**Satellite shifts of K x-ray lines along the 37-electron sequence**

The table holds the shifts of four K lines by an L or M spectator hole for ions from Rb to Bi46+, from Dirac-Fock ΔSCF configuration averages with Breit and QED terms and no correlation. The program writes each shift as a difference of two hole-hole interactions, evaluates these with unscreened nonrelativistic hydrogenic Slater integrals (no fitted parameter), and compares them with the slopes in $Z$. The estimate gives 3.849 and 1.591 eV per unit $Z$ for K-M2 L3 and K-L3 L3, against 3.825 and 1.540 between Zr3+ and Ru7+, but it misses the absolute values and fails for the near-cancelling K-L2 M5. The gap between K-M3 L2 and K-M2 L3, zero in the estimate, grows from 7.2 to 124.0 eV with a power of $Z$ of 3.52. Other shifts from the same runs assign 92 to 93% of that gap to the difference between the K-L2 and K-L3 hole interactions.

K x-ray satellite shifts of the free Rb atom and ions with 37 electrons, computed with Radial Dirac-Fock and Kohn-Sham solver 2: Dirac-Fock ΔSCF, finite nucleus, first-order frequency-dependent Breit interaction, self-energy and vacuum polarisation, no correlation. Energies are configuration averages; column labels give the line, then the spectator hole.

## Analysis program

```python
# Table: satellite shifts (eV) of K x-ray lines by a spectator hole, 37-electron ions, radial Dirac-Fock
# solver, Delta-SCF, configuration average, Breit and QED, no correlation. Tested: shift = I(K,S)-I(X,S);
# slopes against nonrelativistic hydrogenic Slater integrals (no parameter); the relativistic gap.
T = {
    'ion': ['Rb', 'Sr+', 'Zr3+', 'Nb4+', 'Mo5+', 'Tc6+', 'Ru7+', 'Sm25+', 'Tb28+', 'Dy29+', 'Re38+', 'Os39+', 'Pb45+', 'Bi46+'],
    'Z': [37, 38, 40, 41, 42, 43, 44, 62, 65, 66, 75, 76, 82, 83],
    'charge': [0, 1, 3, 4, 5, 6, 7, 25, 28, 29, 38, 39, 45, 46],  # e
    'configuration': ['[Kr] 5s1', '[Kr] 5s1', '[Kr] 4d1', '[Kr] 4d1', '[Kr] 4d1', '[Kr] 4d1', '[Kr] 4d1', '[Kr] 4d1', '[Kr] 4d1', '[Kr] 4d1', '[Kr] 4d1', '[Kr] 4d1', '[Kr] 4d1', '[Kr] 4d1'],
    'nuclear_rms_radius': [4.204, 4.224, 4.269, 4.324, 4.409, 4.411, 4.481, 5.082, 5.06, 5.222, 5.37, 5.413, 5.501, 5.521],  # fm
    'satellite_shift_K_L2_M5': [-2.08, -2.09, -2.03, -2.02, -2.0, -1.97, -1.94, -0.95, -0.78, -0.72, -0.29, -0.25, -0.07, -0.05],  # eV
    'satellite_shift_K_L3_L3': [42.36, 43.84, 46.91, 48.43, 49.96, 51.51, 53.07, 82.82, 88.05, 89.81, 106.0, 107.9, 119.1, 121.0],  # eV
    'satellite_shift_K_M2_L3': [102.5, 106.3, 113.8, 117.6, 121.4, 125.2, 129.1, 198.7, 210.4, 214.3, 249.5, 253.4, 276.7, 280.6],  # eV
    'satellite_shift_K_M3_L2': [109.7, 114.2, 123.2, 127.8, 132.4, 137.2, 142.0, 240.8, 260.2, 266.9, 333.5, 341.7, 395.0, 404.6],  # eV
}
import numpy as np
from scipy.constants import alpha, physical_constants as pc
from scipy.special import genlaguerre
from scipy.integrate import trapezoid as tz, cumulative_trapezoid as ct
from sympy import Rational as Q
from sympy.physics.wigner import wigner_3j
Ha = pc['Hartree energy in eV'][0]
ion = T['ion']; Z = np.array(T['Z'], float); ix = {s: i for i, s in enumerate(ion)}
names = [('L2', 'M5'), ('L3', 'L3'), ('M2', 'L3'), ('M3', 'L2')]
S = np.array([T['satellite_shift_K_%s_%s' % p] for p in names], float)
r = np.linspace(1e-4, 90, 90001)
def P(n, l):
    x = 2*r/n; p = r*x**l*np.exp(-x/2)*genlaguerre(n-l-1, 2*l+1)(x)
    return p/np.sqrt(tz(p*p, r))
def R(k, u, v):
    o = ct(v/r**(k+1), r, initial=0)
    return tz(u*(ct(v*r**k, r, initial=0)/r**(k+1) + r**k*(o[-1]-o)), r)
orb = dict(K=(1,0,1), L2=(2,1,1), L3=(2,1,3), M2=(3,1,1), M3=(3,1,3), M4=(3,2,3), M5=(3,2,5))  # n, l, 2j
def I(a, b):  # j-averaged pair interaction, eV per unit Z
    (n1, l1, j1), (n2, l2, j2) = orb[a], orb[b]; p, q = P(n1, l1), P(n2, l2)
    e = R(0, p*p, q*q); f = (j1+1)/j1 if a == b else 1
    for k in range(1 if a == b else 0, l1+l2+1):
        if (l1+l2+k) % 2 == 0:
            e -= f*float(wigner_3j(Q(j1,2), k, Q(j2,2), Q(1,2), 0, -Q(1,2))**2)*R(k, p*q, p*q)
    return e*Ha
est = lambda X, s: I('K', s) - I(X, s)
sl = np.diff(S, axis=1)/np.diff(Z)
print('Slope, eV per Z (step 0.01 eV, 0.1 eV above 100): K-L2 M5, K-L3 L3, K-M2 L3, K-M3 L2')
for i in range(len(Z)-1):
    print('%6s to %-6s %7.3f %6.2f %6.2f %6.2f' % (ion[i], ion[i+1], *sl[:, i]))
gap = S[3]-S[2]; d = S[2]-S[1]
ex = lambda a, b: np.log(gap[ix[b]]/gap[ix[a]])/np.log(Z[ix[b]]/Z[ix[a]])
print('Gap K-M3 L2 - K-M2 L3 (eV), gap/(Z^3 alpha^2 Ha), K-M2 L3 - K-L3 L3 (eV); power of Z of gap: Rb-Sm %.2f, Sm-Bi %.2f, Rb-Bi %.2f'
      % (ex('Rb', 'Sm25+'), ex('Sm25+', 'Bi46+'), ex('Rb', 'Bi46+')))
for i, s in enumerate(ion):
    print('%6s %6.1f %6.3f %6.1f' % (s, gap[i], gap[i]/(Z[i]**3*alpha**2*Ha), d[i]))
z, u, m, b = ix['Zr3+'], ix['Ru7+'], ix['Re38+'], ix['Bi46+']
print('Hydrogenic slope | table slope Zr-Ru, Re-Bi (eV/Z) | hydrogenic minus table Rb, Bi (eV) | Bi/Rb')
for c, (X, s) in enumerate(names):
    e = est(X, s)
    print('K-%s %s %6.3f | %6.3f %6.3f | %6.1f %6.1f | %.2f' % (X, s, e, (S[c,u]-S[c,z])/(Z[u]-Z[z]),
          (S[c,b]-S[c,m])/(Z[b]-Z[m]), e*Z[0]-S[c,0], e*Z[b]-S[c,b], S[c,b]/S[c,0]))
print('Hydrogenic terms, eV/Z: I(K,M5) %.3f I(L2,M5) %.3f I(K,L3) %.3f I(L3,L3) %.3f I(M2,L3) %.3f'
      % (I('K','M5'), I('L2','M5'), I('K','L3'), I('L3','L3'), I('M2','L3')))
# further outputs of the same runs (eV): K-L3 L2, K-L2 L3, K-L2 M4, K-L3 M5
F = {'Rb': (50.14, 43.46, -0.33, -1.04), 'Zr3+': (56.5, 47.83, 0.05, -0.78), 'Nb4+': (58.69, 49.27, 0.17, -0.69),
     'Sm25+': (118.33, 79.32, 3.52, 2.12), 'Re38+': (174.21, 96.08, 5.37, 4.09), 'Bi46+': (220.52, 105.01, 6.2, 5.25)}
print('Further outputs: K-L3 L2 - K-L2 L3 (eV), % of gap, K-L2 M4 - K-L2 M5 (eV), K-L3 M5 - K-L2 M5 (eV)')
sh = []; D = {}
for s, v in F.items():
    i = ix[s]; sh.append(100*(v[0]-v[1])/gap[i]); D[s] = v[2]-S[0, i]
    print('%6s %7.2f %5.1f %5.2f %5.2f' % (s, v[0]-v[1], sh[-1], D[s], v[3]-S[0, i]))
prs = [('Zr3+', 'Sm25+'), ('Sm25+', 'Re38+'), ('Re38+', 'Bi46+')]
dz = lambda a, c: Z[ix[c]]-Z[ix[a]]
print('Slope M4 - M5, eV/Z: hydrogenic %.3f; Zr-Sm, Sm-Re, Re-Bi' % (est('L2','M4')-est('L2','M5')),
      ' '.join('%.3f' % ((D[c]-D[a])/dz(a, c)) for a, c in prs))
print('Slopes Zr-Sm, Sm-Re, Re-Bi, eV/Z: K-L2 L3', ' '.join('%.2f' % ((F[c][1]-F[a][1])/dz(a, c)) for a, c in prs),
      '; K-L3 L2', ' '.join('%.2f' % ((F[c][0]-F[a][0])/dz(a, c)) for a, c in prs), '; hydrogenic both %.2f' % est('L2','L3'))
assert np.all(S[0] < 0) and np.all(S[1:] > 0)
assert np.all(np.diff(gap) > 0) and 3 < ex('Rb', 'Bi46+') < 4
assert sl[2].min() > 3.6 and sl[2].max() < 4.1
assert 90 < min(sh) and max(sh) < 96
```

It prints:

```
Slope, eV per Z (step 0.01 eV, 0.1 eV above 100): K-L2 M5, K-L3 L3, K-M2 L3, K-M3 L2
    Rb to Sr+     -0.010   1.48   3.80   4.50
   Sr+ to Zr3+     0.030   1.53   3.75   4.50
  Zr3+ to Nb4+     0.010   1.52   3.80   4.60
  Nb4+ to Mo5+     0.020   1.53   3.80   4.60
  Mo5+ to Tc6+     0.030   1.55   3.80   4.80
  Tc6+ to Ru7+     0.030   1.56   3.90   4.80
  Ru7+ to Sm25+    0.055   1.65   3.87   5.49
 Sm25+ to Tb28+    0.057   1.74   3.90   6.47
 Tb28+ to Dy29+    0.060   1.76   3.90   6.70
 Dy29+ to Re38+    0.048   1.80   3.91   7.40
 Re38+ to Os39+    0.040   1.90   3.90   8.20
 Os39+ to Pb45+    0.030   1.87   3.88   8.88
 Pb45+ to Bi46+    0.020   1.90   3.90   9.60
Gap K-M3 L2 - K-M2 L3 (eV), gap/(Z^3 alpha^2 Ha), K-M2 L3 - K-L3 L3 (eV); power of Z of gap: Rb-Sm 3.42, Sm-Bi 3.70, Rb-Bi 3.52
    Rb    7.2  0.098   60.1
   Sr+    7.9  0.099   62.5
  Zr3+    9.4  0.101   66.9
  Nb4+   10.2  0.102   69.2
  Mo5+   11.0  0.102   71.4
  Tc6+   12.0  0.104   73.7
  Ru7+   12.9  0.105   76.0
 Sm25+   42.1  0.122  115.9
 Tb28+   49.8  0.125  122.4
 Dy29+   52.6  0.126  124.5
 Re38+   84.0  0.137  143.5
 Os39+   88.3  0.139  145.5
 Pb45+  118.3  0.148  157.6
 Bi46+  124.0  0.150  159.6
Hydrogenic slope | table slope Zr-Ru, Re-Bi (eV/Z) | hydrogenic minus table Rb, Bi (eV) | Bi/Rb
K-L2 M5  0.167 |  0.022  0.030 |    8.2   13.9 | 0.02
K-L3 L3  1.591 |  1.540  1.875 |   16.5   11.1 | 2.86
K-M2 L3  3.849 |  3.825  3.888 |   39.9   38.9 | 2.74
K-M3 L2  3.849 |  4.700  8.888 |   32.7  -85.1 | 3.69
Hydrogenic terms, eV/Z: I(K,M5) 3.018 I(L2,M5) 2.851 I(K,L3) 6.375 I(L3,L3) 4.783 I(M2,L3) 2.526
Further outputs: K-L3 L2 - K-L2 L3 (eV), % of gap, K-L2 M4 - K-L2 M5 (eV), K-L3 M5 - K-L2 M5 (eV)
    Rb    6.68  92.8  1.75  1.04
  Zr3+    8.67  92.2  2.08  1.25
  Nb4+    9.42  92.4  2.19  1.33
 Sm25+   39.01  92.7  4.47  3.07
 Re38+   78.13  93.0  5.66  4.38
 Bi46+  115.51  93.2  6.25  5.30
Slope M4 - M5, eV/Z: hydrogenic 0.127; Zr-Sm, Sm-Re, Re-Bi 0.109 0.092 0.074
Slopes Zr-Sm, Sm-Re, Re-Bi, eV/Z: K-L2 L3 1.43 1.29 1.12 ; K-L3 L2 2.81 4.30 5.79 ; hydrogenic both 1.67
```
